## Results and discussion

The isotropic shielding $\sigma$ is the fraction, in ppm, by which the electrons reduce an applied magnetic field at a nucleus, averaged over orientations. C2 is the CH$_2$ carbon next to the methyl group, C4 the CH$_2$ carbon next to the carbonyl, O6 the carbonyl oxygen, and H14 the mean of the two protons on C4. The rows form two series on one geometry, functionals in pcSseg-1 and basis sets with PBE0. B3LYP/pcSseg-2 is compared only with B3LYP/pcSseg-1.

Isotropic GIAO shieldings σ of pentanal (C5H10O, SMILES CCCCC=O, approximate Cs symmetry), computed with PySCF 2.14.0 using density fitting, non-relativistically and in the gas phase, at the PBE0-D3(BJ)/def2-SVP geometry. Atoms are numbered from 1 in SMILES order, hydrogens after the heavy atoms, and values for equivalent atoms are averaged.

```csv
functional,basis,"exact exchange, long range (%)",σ C2 (ppm),σ C4 (ppm),σ O6 (ppm),σ H14 (ppm),rough cost (core min)
B97-D,pcSseg-1,0,151.2,128.5,-321.8,29.10,0.3
BLYP,pcSseg-1,0,146.1,121.7,-353.9,29.06,0.3
BP86,pcSseg-1,0,152.4,127.5,-346.3,28.92,0.3
KT2,pcSseg-1,0,156.0,133.2,-304.1,28.92,0.3
KT3,pcSseg-1,0,154.3,133.3,-298.2,29.09,0.3
LDA,pcSseg-1,0,154.3,125.1,-377.2,28.38,0.2
OPBE,pcSseg-1,0,158.8,136.0,-322.1,28.88,0.3
PBE,pcSseg-1,0,152.4,127.3,-351.5,28.85,0.3
B3LYP,pcSseg-1,20,151.9,128.1,-362.8,29.16,0.2
B3LYP,pcSseg-2,20,150.3,125.9,-350.0,28.98,0.8
B97-2,pcSseg-1,21,157.7,135.0,-339.8,29.15,0.4
mPW1PW91,pcSseg-1,25,158.0,134.1,-359.7,29.09,0.2
BHandHLYP,pcSseg-1,50,158.6,135.9,-367.6,29.31,0.3
CAM-B3LYP,pcSseg-1,65,156.7,132.2,-369.8,29.13,0.5
HF,pcSseg-1,100,168.0,147.7,-354.2,29.71,0.08
LC-wPBE,pcSseg-1,100,165.7,141.0,-361.5,29.16,0.7
wB97X-D,pcSseg-1,100,159.6,135.7,-357.8,29.19,0.5
WP04,pcSseg-1,n/a,145.0,123.9,-335.5,29.40,0.4
PBE0,"6-311+G(2d,p)",25,160.9,136.8,-330.7,29.08,0.4
PBE0,6-31G,25,175.7,152.4,-347.2,30.04,0.1
PBE0,6-31G(d),25,170.5,149.5,-289.0,29.72,0.1
PBE0,IGLO-III,25,156.9,132.2,-348.8,28.91,0.7
PBE0,STO-3G,25,208.1,198.3,-271.4,30.52,0.06
PBE0,aug-cc-pVDZ,25,168.9,146.3,-291.0,28.88,0.5
PBE0,cc-pVDZ,25,170.1,148.3,-308.8,29.12,0.2
PBE0,cc-pVTZ,25,161.1,137.5,-334.1,28.90,0.8
PBE0,def2-SVP,25,169.6,147.5,-309.7,29.21,0.2
PBE0,def2-TZVP,25,160.1,136.2,-336.3,29.06,0.5
PBE0,pcSseg-0,25,169.3,142.3,-437.9,30.32,0.09
PBE0,pcSseg-1,25,158.8,134.7,-361.1,29.02,0.2
```

### 1. Why is σ O6 negative in every row, and why does C4 lie below C2?

The shielding is the sum of a diamagnetic part $\sigma_d$, from the free circulation of the ground-state density, and a paramagnetic part $\sigma_p$, from excited states that the field mixes in. The same runs give this split. For O6 with PBE, $\sigma_d$ is 403.1 ppm and $\sigma_p$ is $-754.6$ ppm, so the nucleus feels a stronger field than it would if bare. Over the 17 pcSseg-1 functionals other than PBE0, $\sigma_d$ of O6 moves by only 3.2 ppm while $\sigma_p$ moves by 78.6 ppm.

The two carbons are also ordered by $\sigma_p$. The diamagnetic part favours C4 by 4 to 6 ppm, but its paramagnetic part is 24 to 35 ppm more negative than that of C2. A likely reason, not tested here, is that the bonds of C4 lie next to the low empty orbital of the carbonyl group, whereas C2 relies on high $\sigma\to\sigma^*$ excitations. Such splits are comparable only within one basis: $\sigma_p$ of C2 is about $-35$ ppm in PBE0/aug-cc-pVDZ and $-90$ ppm in B3LYP/pcSseg-2.

### 2. Which nucleus is most sensitive to the functional, and why?

Across the 18 functionals the range is 79.0 ppm for O6, 26.0 for C4, 23.0 for C2 and 1.33 for H14. The order follows the size of $\sigma_p$, which for H14 is only about $-2$ to $-3$ ppm in this basis, because hydrogen has no valence p shell to carry a local orbital current. A change of a few per cent in $\sigma_p$ is therefore tens of ppm on oxygen and about a tenth of a ppm on the proton. The full H14 range is wider than that, because $\sigma_p$ of these protons changes by more than a few per cent and their diamagnetic part also moves, by about one ppm.

An atom with one filled orbital $p_y$ and one empty orbital $p_x$ a distance $\Delta$ above it is a useful analogy for the oxygen. A field along $z$ couples them through $\hat L_z$, mixes $p_x$ into $p_y$ with an amplitude proportional to $B/\Delta$, and the resulting current strengthens the field at the nucleus:

$$\sigma_p \propto -\frac{\langle p_y|\hat L_z|p_x\rangle\,\langle p_x|\hat L_z\,r^{-3}|p_y\rangle}{\Delta}.$$

In a carbonyl group, theory casts the in-plane lone pair $n$ as $p_y$, the $\pi^*$ orbital as $p_x$, and the C=O bond as $z$. The principal shieldings of O6 in the OPBE run, about $-910$, $-420$ and $+360$ ppm, fit this picture of one strongly deshielded direction. They also bound it, since a second direction is deshielded too and needs other excitations. The $\pi^*$ orbital is moreover shared with carbon, so the matrix elements depend on the functional.

### 3. Does the orbital gap explain the range of O6 at 0 % exact exchange?

The eight functionals without exact exchange already span the full 79 ppm, from LDA ($-377.2$) to KT3 ($-298.2$). For them the theory is simple. A magnetic perturbation is purely imaginary and leaves the density unchanged to first order, so the Coulomb and exchange-correlation potentials do not respond, and the denominators of Ramsey's sum are plain orbital-energy differences. If the HOMO–LUMO pair, taken to be $n$ and $\pi^*$, sets the scale and the matrix elements stay fixed, then $\sigma_p\,\Delta$ is constant. This is a strong assumption. The pair feeds only the most deshielded direction, which in the OPBE run holds about three fifths of $\sigma_p$, so the scaling can work in full only if the other excitations shift along with the gap.

This gives an estimate with no fitted parameter, scaled from the PBE row alone. For KT3, which does not enter the scaling, the gaps of the two runs give

$$\sigma_p(\mathrm{KT3}) \approx -754.6\ \mathrm{ppm}\times\frac{4.05\ \mathrm{eV}}{4.32\ \mathrm{eV}} = -707.4\ \mathrm{ppm}.$$

The computed value is $-701.8$ ppm, so the estimate is too negative by 0.8 % of it. Over the seven rows other than PBE the root-mean-square error is 9.7 ppm, about an eighth of the range. An LDA or GGA functional that widens the gap by one per cent should thus raise σ O6 by 7 to 8 ppm, with a scatter of similar size.

The scatter is not noise. BLYP and OPBE have gaps of 4.10 and 4.11 eV, yet their $\sigma_p$ values are $-758.1$ and $-723.8$ ppm, and OPBE is the worst row of the estimate. Changed matrix elements or higher excitations may account for this, which was not tested. For the carbons the gap matters less: over the eight rows $\sigma_p$ correlates strongly with $1/\Delta$ for O6, moderately for C4 and hardly at all for C2, as the analogy suggests for nuclei farther from the carbonyl.

### 4. What happens to this estimate when exact exchange is added?

It fails, and by a wide margin. From BLYP to HF the gap opens from 4.10 to 15.40 eV, and the estimate for HF becomes $-198.6$ ppm against a computed $-755.2$ ppm. In all nine rows examined with exact exchange, the hybrid WP04 included, $\sigma_p$ of O6 stays between $-773$ and $-740$ ppm. The estimate falls short of these magnitudes by 27 to 74 %.

Theory explains why the gap is now the wrong denominator. Exact exchange is non-local and acts on the density matrix, whose imaginary part does change in a field, so the response equations become coupled. For a global share $c_x$, the diagonal element for the excitation $i\to a$ is

$$\Delta_{\mathrm{eff}} = \varepsilon_a-\varepsilon_i - c_x\,(J_{ia}-K_{ia}),$$

where $J_{ia}$ and $K_{ia}$ are the Coulomb and exchange integrals of the two orbitals. The gap widens with $c_x$ from both ends, the HOMO falling and the LUMO rising by similar amounts from BLYP to HF. A filled orbital is freed from its own repulsion, while an empty Hartree–Fock orbital feels all electrons and not the hole left by the excitation, and the last term restores that attraction. The near constancy of $\sigma_p$ agrees with a cancellation of most of the widening, although the integrals themselves were not evaluated. The diagonal element is not the whole account, since the coupled equations also mix different orbital pairs, and the share of each pair in $\sigma_p$ can change with $c_x$.

What remains is a small difference of large terms with no fixed sign. σ O6 falls by 8.9 ppm from BLYP to B3LYP, by 4.8 ppm more to BHandHLYP, and then rises by 13.4 ppm to HF. HF also drops correlation altogether, which may cause the reversal, but these rows change both things at once.

### 5. Does the exact-exchange column order σ C2?

Within a family it does. σ C2 rises along BLYP, B3LYP, BHandHLYP and HF by 5.8, 6.7 and 9.4 ppm, and by 6.4 ppm from PBE to PBE0. The split shows that the rise lies in a shrinking $\sigma_p$, with $\sigma_d$ constant to about one ppm along the first sequence. A plausible guess is that the cancellation of question 4 is less complete for $\sigma\to\sigma^*$ excitations, so that their effective denominators grow.

Across families the column does not order the rows. It lists the long-range share, which for range-separated functionals differs from the short-range one: by definition 0 % for LC-wPBE, 19 % for CAM-B3LYP and about 22 % for wB97X-D, while HF is exact exchange at every distance. HF lies 8.4 ppm above wB97X-D at the same listed share, and CAM-B3LYP lies below BHandHLYP despite a larger one. The short-range share does not order the rows either, since LC-wPBE, which has none, lies 6.1 ppm above wB97X-D. The distance at which exact exchange sets in and the semi-local part differ as well. Replacing only the semi-local exchange, PBE by OPBE, raises C2 as much as the step from PBE to PBE0 does.

### 6. What must a basis set describe well?

The operator $r^{-3}$ weights the p functions close to the nucleus, so theory expects a basis that is stiff there to underestimate $|\sigma_p|$ and to give shieldings that are too high. The printed split cannot confirm this, because it shifts with the basis: from B3LYP/pcSseg-1 to pcSseg-2, $\sigma_p$ of C2 goes from about $-95$ to $-90$ ppm while the total falls. Only the totals are compared here. Taking IGLO-III as a yardstick, not as a limit, every other basis gives higher C2 and C4. On C2 the three general-purpose triple-zeta sets lie 3 to 4 ppm above it and the four polarised double-zeta sets 12 to 14 ppm above. The pcSseg-1 set, of double-zeta size but built with tight p functions, is closest on both carbons, 1.9 ppm off on C2 against 12.7 ppm for def2-SVP at the same rough cost. Its smaller relative pcSseg-0, which lacks polarisation functions, is 12.4 ppm off on C2 and 89.1 ppm off on O6, the largest oxygen deviation of all, so a design for shieldings does not make up for a set that is too small.

Oxygen is less orderly. pcSseg-1 lies 12.3 ppm below IGLO-III, and B3LYP/pcSseg-1 lies 12.8 ppm below B3LYP/pcSseg-2, so two independent enlargements move O6 the same way, while all general-purpose sets lie above IGLO-III. The closeness of unpolarised 6-31G, 1.6 ppm on O6, is fortuitous, since it is 18.8 ppm off on C2 and adding d functions destroys the agreement. Diffuse functions also move cc-pVDZ away from cc-pVTZ on O6, so a larger basis is not always a closer one.

### 7. Which digits can be trusted?

In pcSseg-1 and the triple-zeta sets, absolute values are unsettled by a few ppm for carbon and far more for oxygen from the basis alone: these sets lie 12 to 18 ppm from IGLO-III on either side, so that pcSseg-1 and 6-311+G(2d,p) are about 30 ppm apart. The general-purpose double-zeta sets are clearly worse. Differences do better, and σ C2 − σ C4 gives the chemical-shift difference δ C4 − δ C2. Its range is 3.7 ppm over the nine polarised bases, where σ C2 spans 13.6 ppm, and 8.9 ppm over the functionals, where σ C2 spans 23.0 ppm. The cancellation is weak among the 0 % functionals, largely because of LDA, and it breaks down in minimal STO-3G. Whether it carries over to a separate reference compound was not tested.

For H14 the second decimal means little. The two averaged protons differ by 0.05 to 0.06 ppm in the three runs checked, so the Cs symmetry is only approximate. The B3LYP basis step of 0.18 ppm exceeds the separation in 66 of the 153 pairs of functionals. All these ranges measure disagreement among non-relativistic levels for one static, isolated conformer and do not rank accuracy, since a measured spectrum also reflects vibrations, other conformers and the medium.
